**Question: Which absorptivity belongs to which photon energy, and is this an absorption edge?**

I computed the ultraviolet absorption of a B16H12N16 molecule with a hybrid functional, and six molar absorptivities have become separated from their photon energies. They run from ten to a few thousand L/(mol cm) within less than 1 eV. The calculation found six excited singlet states: the lowest lies at 5.65 eV, the brightest at 5.89 eV and the highest at 5.95 eV. Can I put the values back by something better than sorting them? And does the steep rise mean that the molecule starts to absorb well below 5.6 eV?

The absorption spectrum of gas-phase B16H12N16 was computed with PySCF 2.14.0 using density-fitted Tamm-Dancoff PBE0/def2-SVP at the GFN2-xTB geometry. The response freezes core orbitals and cuts virtual orbitals at 1.5 Eh. Each of the six lowest singlet excitations is a Gaussian of 0.25 eV half-width at 1/e height, with its area set by the oscillator strength. Candidates: 5.7, 5.4, 5.1, 5.3, 5.8, 5.5.

| row | molar absorptivity (L/(mol cm)) |
| --- | --- |
| A | 1220.0 |
| B | 2820.0 |
| C | 3180.0 |
| D | 10.0 |
| E | 200.0 |
| F | 560.0 |

**Answer**

Two rough sizes are worth remembering here. Your spectrum is drawn with Gaussians of 0.25 eV half-width at 1/e height. With this broadening, a state of oscillator strength 1 would peak at about 65 000 L/(mol cm); your states have strengths near one hundredth, so each peaks at some hundreds to somewhat over a thousand. At 0.5 eV from its centre, such a Gaussian has dropped to about 2 % of its peak.

The absorptivity $\varepsilon$ at photon energy $E$ is the sum over the states,

$$\varepsilon(E)\approx 6.5\times10^{4}\sum_i f_i\,e^{-[(E-E_i)/w]^2},\qquad w=0.25\ \text{eV}.$$

Here $f_i$ is the strength of state $i$ and $E_i$ its energy. The energies follow from the computed strengths and transition dipoles $\mu_i$ through $f_i=\tfrac23E_i\mu_i^2$ in atomic units, so the sum has no adjustable constant.

Start at 5.1 eV, where almost only the two lowest states matter. They lie at 5.645 and 5.675 eV, with strengths 0.0091 and 0.014. Multiplied by $6.5\times10^4$, these give peaks of about 590 and 910, and therefore

$$590\,e^{-(0.545/0.25)^2}+910\,e^{-(0.575/0.25)^2}\approx5.1+4.6\approx10.$$

That is row D.

The same sum over all six states gives about 1220 at 5.5 eV, which is row A. Between these two energies every Gaussian is still on its rising side, because all the states lie higher. Rows E and F must therefore belong to 5.3 and 5.4 eV, in that order. These four assignments are sure.

Rows B and C are left for 5.7 and 5.8 eV, and here sorting is no longer justified. Both energies lie above the two lowest states, whose joint contribution falls from about 1460 to 1110. Judged by these states alone, the larger value, C, would belong to 5.7 eV. That pair is ambiguous until the higher states are counted.

The brightest state settles it. Its Gaussian is still rising towards 5.89 eV, so its contribution grows from about 830 to 1300. That alone outweighs the loss, and the three remaining states add to the gain. The full sum gives about 2810 at 5.7 eV and 3170 at 5.8 eV, so B comes before C.

The rows with their labels:

| photon energy (eV) | molar absorptivity (L/(mol cm)) |
| --- | --- |
| 5.000 | 0.0 |
| 5.100 | 10.0 |
| 5.200 | 50.0 |
| 5.300 | 200.0 |
| 5.400 | 560.0 |
| 5.500 | 1220.0 |
| 5.600 | 2070.0 |
| 5.700 | 2820.0 |
| 5.800 | 3180.0 |

The rise is not an absorption edge. Every row up to 5.6 eV lies below the lowest excited singlet state, so its absorption comes only from the broadening chosen for the plot. The same states drawn with half the width would leave almost nothing up to 5.3 eV, although no state had moved. The computed onset is the lowest vertical singlet excitation, at 5.65 eV. A real molecule usually begins to absorb somewhat below its vertical energy, because of vibrations that are left out here, but the tail of the plotted curve says nothing about that.

The tail is still informative, because its steepness shows where the states lie. For Gaussians of equal width,

$$\frac{d\ln\varepsilon}{dE}=\frac{2(\bar E-E)}{w^2},$$

where $\bar E$ is the mean energy of the states, each weighted by what it contributes at $E$. The growth by a factor of 2.8 from 5.3 to 5.4 eV gives $\bar E\approx5.67$ eV, right at the two lowest states. The last step of the table gives 5.79 eV, because the higher states have taken over. A single Gaussian of this width would give the same centre everywhere.

The flattening near 5.8 eV should not be read as a band maximum. The six-state sum does turn down beyond the table, but states above the sixth were not sought. As an illustration, a seventh state of average strength at 6.0 eV would add about 340 L/(mol cm) at 5.8 eV and only 12 at 5.5 eV. A run with more states would thus lift the high end and hardly change the low tail.

The agreement between sum and table confirms the assignment, not the accuracy of the spectrum, since the curve was built from the same Gaussians. The heights depend on Tamm-Dancoff strengths, which do not obey the usual sum rule. The small basis lacks diffuse functions and could misplace spatially extended states. The tight-binding geometry and the cut in the virtual orbitals could also shift the states, and with them the onset. How much any of this matters here is untested. The output below sets the six-state sum and a single band beside all nine rows.

Printed output of the fit:

```
Absorptivity in L/(mol cm) and shares of the six-state sum:
  row  computed  six states  lowest two only  single band  lowest two %  brightest %
  5.0         0       1.407            1.385       0.1302          98.4       0.3198
  5.1        10       9.966             9.71        1.448         97.43       0.6663
  5.2        50       51.73            49.55        11.69          95.8        1.375
  5.3       200         198            184.1        68.56         92.99        2.795
  5.4       560       564.5            497.7        291.9         88.16        5.537
  5.5      1220        1222            979.3        902.7         80.16        10.49
  5.6      2070        2064             1402         2027         67.95         18.5
  5.7      2820        2814             1462         3305         51.94        29.34
  5.8      3180        3172             1109         3912         34.95        40.88
Energy of state 1 (eV): 5.645
Energy of state 2 (eV): 5.675
Energy of state 3 (eV): 5.779
Energy of state 4, the brightest (eV): 5.891
Energy of state 5 (eV): 5.918
Energy of state 6 (eV): 5.947
Mean energy weighted by strength, used for the single band (eV): 5.803
Apparent centre from the rows 5.3 and 5.4 eV (eV): 5.672
Apparent centre from the rows 5.5 and 5.6 eV (eV): 5.715
Apparent centre from the rows 5.7 and 5.8 eV (eV): 5.788
Growth factor from 5.3 to 5.4 eV: 2.8
Growth factor from 5.7 to 5.8 eV: 1.128
Largest miss of the six-state sum, L/(mol cm): 7.671
Six-state sum at 5.9 eV, beyond the table, L/(mol cm): 2950
Hypothetical seventh state of mean strength at 6.0 eV adds at 5.5 eV, L/(mol cm): 11.94
The same hypothetical state adds at 5.8 eV, L/(mol cm): 343.9
```
